**Squeezing fcc titanium: how far can a pressure curve be carried past its last point?**

A pressure–volume curve is often wanted just beyond the volumes that were computed. Here the curve belongs to non-magnetic fcc titanium, and nearly all of it lies on the stretched side. The task is to find the pressure that the same calculation gives when the cell is squeezed to 15.408 Å³ per atom.

Fcc titanium at fixed volumes, computed with Quantum ESPRESSO 7.5 using PBEsol without spin polarisation and GBRV 1.5 ultrasoft pseudopotentials. Cutoffs are 612.256 eV for the wavefunctions and 4898.05 eV for the density, with a 16 × 16 × 16 k-point mesh and Methfessel–Paxton smearing of 0.1 eV. Pressure is positive in compression.

| volume (Å³/atom) | shortest distance (Å) | pressure (GPa) |
| --- | --- | --- |
| 15.408 | 2.793 | ? |
| 16.608 | 2.864 | 0.510 |
| 17.868 | 2.934 | -7.000 |
| 19.191 | 3.005 | -12.600 |
| 20.578 | 3.076 | -16.680 |
| 21.383 | 3.116 | -18.380 |
| 22.030 | 3.147 | -19.480 |

**What happens**

A positive pressure means that the lattice pushes outwards against its walls; a negative one means that it has to be held apart. At 16.608 Å³ the two tendencies nearly balance, and the cell pushes outwards with only 0.51 GPa. At 22.030 Å³ it must be pulled with 19.48 GPa. The pressure falls at every step between these rows, but ever more slowly.

The bulk modulus, $B=-V\,\mathrm{d}P/\mathrm{d}V$ with volume $V$ and pressure $P$, puts this in practical terms. Between the two smallest known volumes it is about 103 GPa, so a volume change of one per cent costs roughly 1 GPa. Between the two largest it is about 37 GPa, and the same relative change costs little more than a third as much. The metal softens as it is stretched, so on the way back it must stiffen.

**Why it happens**

Titanium atoms are held together largely by d orbitals that overlap with those of their neighbours. Overlap fades roughly exponentially with distance, so the inward pull of these bonds weakens as the lattice is stretched. The computed levels fit this picture. At the centre of the Brillouin zone the splitting between the two groups of d levels shrinks by 30% from 16.608 to 21.383 Å³, while the shortest distance grows by only 9%.

At every volume this pull is opposed by a repulsion. Valence electrons confined to less space gain kinetic energy, and they must also stay orthogonal to the core states of atoms that have come closer. The repulsion changes faster with distance than the pull does, and this difference is what makes the metal stiff.

When the lattice is stretched, the repulsion drops away first and the pull wins, so the pressure turns negative. As less repulsion is left to lose, the pressure falls more slowly: the metal has softened. When the lattice is squeezed, the repulsion climbs steeply and the metal stiffens. That is the standard argument for a steep inner wall and a soft outer one; the calculation gives total pressures and does not separate the two contributions.

**A simple model**

A bond that is steep inside and soft outside can be described by the energy

$$E=-E_0(1+a)e^{-a},$$

where $E_0$ is the depth of the well and $a$ measures how far the interatomic distance exceeds its equilibrium value. The slope of $E$ with distance is proportional to $a e^{-a}$. Pressure is the slope with volume, and volume grows as the cube of distance, which brings in a further factor $1/x^2$:

$$P=\frac{P_1+A(1-x)}{x^2}\,e^{s(1-x)},\qquad x=\left(\frac{V}{16.608}\right)^{1/3}.$$

This is the Vinet equation of state, with lengths measured from the 16.608 Å³ cell. Its three constants were fitted to the six known rows, giving $P_1=0.518$ GPa, $A=347.7$ GPa and $s=3.675$. Each has a plain meaning: $P_1$ is the curve's pressure at 16.608 Å³, $A$ is about three times the bulk modulus there, and $s$ sets how quickly the metal stiffens under compression.

**The forecast**

For the squeezed cell, $x=(15.408/16.608)^{1/3}=0.9753$, a shortening of 2.47%. The formula then gives

$$P=\frac{0.518+347.7\times0.0247}{0.9753^2}\,e^{3.675\times0.0247}\approx10.5\ \text{GPa}.$$

The forecast is therefore 10.5 GPa, with a range of ±0.3 GPa. A straight line through the two smallest known volumes would give only 7.7 GPa, because it ignores the stiffening. It should fall short by roughly 3 GPa.

The range is a judgement backed by two trials. The third-order Birch–Murnaghan equation, another standard three-constant form fitted to the same six rows, gives a value 0.08 GPa higher. In a rehearsal, the Vinet equation was fitted to the five larger volumes only and asked for the pressure at 16.608 Å³; it came out 0.08 GPa too high. The range is wider than either figure because an extrapolation cannot foresee a change in the electronic structure.

The withheld rows as computed:

| volume (Å³/atom) | shortest distance (Å) | pressure (GPa) |
| --- | --- | --- |
| 15.408 | 2.793 | 10.420 |

**What came out**

The calculation gives 10.42 GPa. The forecast, 10.48 GPa before rounding, is 0.06 GPa too high. That is about a fifth of the stated range, so the range was cautious. The straight line misses by 2.8 GPa, more than a quarter of the computed pressure. What the straight line lacked was the curvature, and the known rows already contained enough of it for a good forecast.

The new row also shows the stiffening directly. Between 15.408 and 16.608 Å³ the bulk modulus is about 132 GPa, compared with 103 GPa over the next interval. One more per cent of compression now costs about 1.3 GPa. This is what a steep inner wall requires, although the agreement does not prove which electronic contribution makes it steep.

The small misses have a pattern. Birch–Murnaghan is also too high, by 0.14 GPa, and the rehearsal curve, which had not seen the 16.608 Å³ row either, is too high by 0.21 GPa. The squeezed lattice is thus slightly softer than these smooth forms suggest. The three fits share most of their data, so they are not independent witnesses, and the numbers do not identify a cause.

**What to do about it**

For a pressure slightly beyond the computed range, use a curved equation of state, such as either of the two fitted here, instead of a constant slope. Before trusting it, remove the outermost known row and predict it from the others. Keep the step short: the rehearsal curve missed by 0.08 GPa at the first volume beyond its data and by 0.21 GPa at the second. If the squeezed region matters, one added calculation there is worth more than a finer fit to the stretched side.

It also pays to check the pressures against the energies. From 16.608 to 17.868 Å³, the change in total energy divided by the change in volume corresponds to a mean pressure of −3.44 GPa, and the fitted curve gives −3.46 GPa. The stress therefore matches the slope of the energy over that interval, as it should; a plane-wave basis too small for the stress would be expected to spoil the match. The check cannot reveal an error that both quantities share. The program warned of negative charge density in these runs, and energy and stress come from the same density, so the effect of that fault remains untested here.

The curve should not be read as a data sheet for titanium metal. Under ordinary conditions titanium is hexagonal, and this calculation holds it in the fcc structure, without thermal motion. PBEsol also tends to make 3d metals too compact, so the volume of zero pressure is probably somewhat too small. Spin was switched off, which is least safe at the largest volumes, where narrower d bands could favour magnetic moments. The printed output below gives the fits and their misses.

The analysis program printed:

```
slope of pressure from 16.608 to 17.868 (GPa per A^3): -5.96
slope of pressure from 21.383 to 22.030 (GPa per A^3): -1.7
finite-difference bulk modulus from 16.608 to 17.868 (GPa): 102.7
finite-difference bulk modulus from 21.383 to 22.030 (GPa): 36.9
fit of pressure on 6 rows: coefficient of exp(-s*(xr-1))/xr**2 0.5184 +/- 0.013, coefficient of (1-xr)*exp(-s*(xr-1))/xr**2 347.7 +/- 0.23, s 3.675; rms 0.0108, worst 20.578 0.0182, leave-one-out rms 0.035
  rows outside the fit (model, value, miss): 15.408 10.48, 10.42, 0.059
fit of pressure on 6 rows: coefficient of 1/xr**5 -233.7 +/- 3.7, coefficient of 1/xr**7 293.7 +/- 8, coefficient of 1/xr**9 -59.51 +/- 4.4; rms 0.0172, worst 20.578 0.0295, leave-one-out rms 0.0624
  rows outside the fit (model, value, miss): 15.408 10.56, 10.42, 0.14
fit of pressure on 5 rows (vol > 17): coefficient of exp(-s*(xr-1))/xr**2 0.5852 +/- 0.02, coefficient of (1-xr)*exp(-s*(xr-1))/xr**2 350 +/- 0.31, s 3.725; rms 0.00844, worst 19.191 -0.0136, leave-one-out rms 0.0461
  rows outside the fit (model, value, miss): 15.408 10.63, 10.42, 0.214; 16.608 0.5852, 0.51, 0.0752
forecast at 15.408, Vinet (GPa): 10.48
error bar of the forecast, plus or minus (GPa): 0.3
Birch-Murnaghan less Vinet at 15.408 (GPa): 0.08089
straight-line extrapolation to 15.408 (GPa): 7.662
zero-pressure volume from Vinet (A^3 per atom): 16.68
mean pressure from 16.608 to 17.868 by energy difference (GPa): -3.437
mean pressure over the same interval by the Vinet curve (GPa): -3.458
d splitting at the zone centre at 16.608 (eV): 1.733
d splitting at the zone centre at 21.383 (eV): 1.21
shrinkage of that splitting (percent): 30.17
growth of the contact between these rows (percent): 8.799
Vinet miss at 15.408 as a fraction of the error bar: 0.1967
straight line less computed value at 15.408 (GPa): -2.758
revealed slope from 15.408 to 16.608 (GPa per A^3): -8.258
revealed finite-difference bulk modulus from 15.408 to 16.608 (GPa): 132.2
```
